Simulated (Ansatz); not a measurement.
**Group exchange: C3H5Cl + CH6AlN → C2H3Cl + C2H8AlN**

Gas-phase species: C3H5Cl `C=C(C)Cl`, singlet; CH6AlN `C[NH][AlH2]`, singlet; C2H3Cl `C=CCl`, singlet; C2H8AlN `C[N](C)[AlH2]`, singlet. The partners trade CH3 for H: C–CH3 and N–H bonds give way to C–H and N–CH3.

Shapes, held fixed at every level: PBE0-D4/def2-TZVP. Programs: Ansatz 0.2.0. The zero-point and thermal change to 298 K, harmonic and unscaled (PBE0-D4/def2-TZVP), is -0.6 kJ/mol.

```
               level                   kind  ΔH(298 K) (kJ/mol)  less CCSD(T)/CBS estimate
   PBE-D4/def2-TZVPP                    GGA               +44.6                       -2.9
 B3LYP-D4/def2-TZVPP          global hybrid               +44.6                       -2.9
 BHLYP-D4/def2-TZVPP          global hybrid               +46.1                       -1.4
  PBE0-D4/def2-TZVPP          global hybrid               +46.7                       -0.8
   B2PLYP/def2-TZVPP          double hybrid               +46.5                       -1.0
    CCSD(T)/def2-SVP  coupled cluster or CI               +41.2                       -6.3
CCSD(T)/CBS estimate  coupled cluster or CI               +47.5                        0.0
```

The highest level, CCSD(T)/CBS estimate, gives ΔH(298 K) = +47.5 kJ/mol; the levels span +41.2 to +47.5. The column of differences is taken from that level and isn't an error. No measured value is set beside it here. The CBS estimate extrapolates MP2 from def2-TZVPP and def2-QZVPP and adds CCSD(T) − MP2 in the triple-zeta set, cores frozen.

The exchange is clearly endothermic at every level, so methyl favours the vinylic carbon over the nitrogen of the aminoalane. The bonds traded explain the sign: a strong C(sp2)–CH3 bond and a strong, polar N–H bond are given up for a C–H bond and a comparatively weak N–CH3 bond. Hyperconjugation between methyl and the C=C π system, lost on forming vinyl chloride, probably adds to the cost.

Because the number of electron pairs and the main π framework are preserved, much of the correlation error cancels, and the density functionals lie close together. Their order doesn't follow the share of exact exchange: PBE and B3LYP coincide, and BHLYP falls below PBE0. The largest departure comes from CCSD(T) in the small def2-SVP basis, which suggests that basis incompleteness outweighs the choice of functional here. The result applies to monomeric aminoalanes; association through Al–N bridges, common for such compounds, could shift the balance in condensed phases.
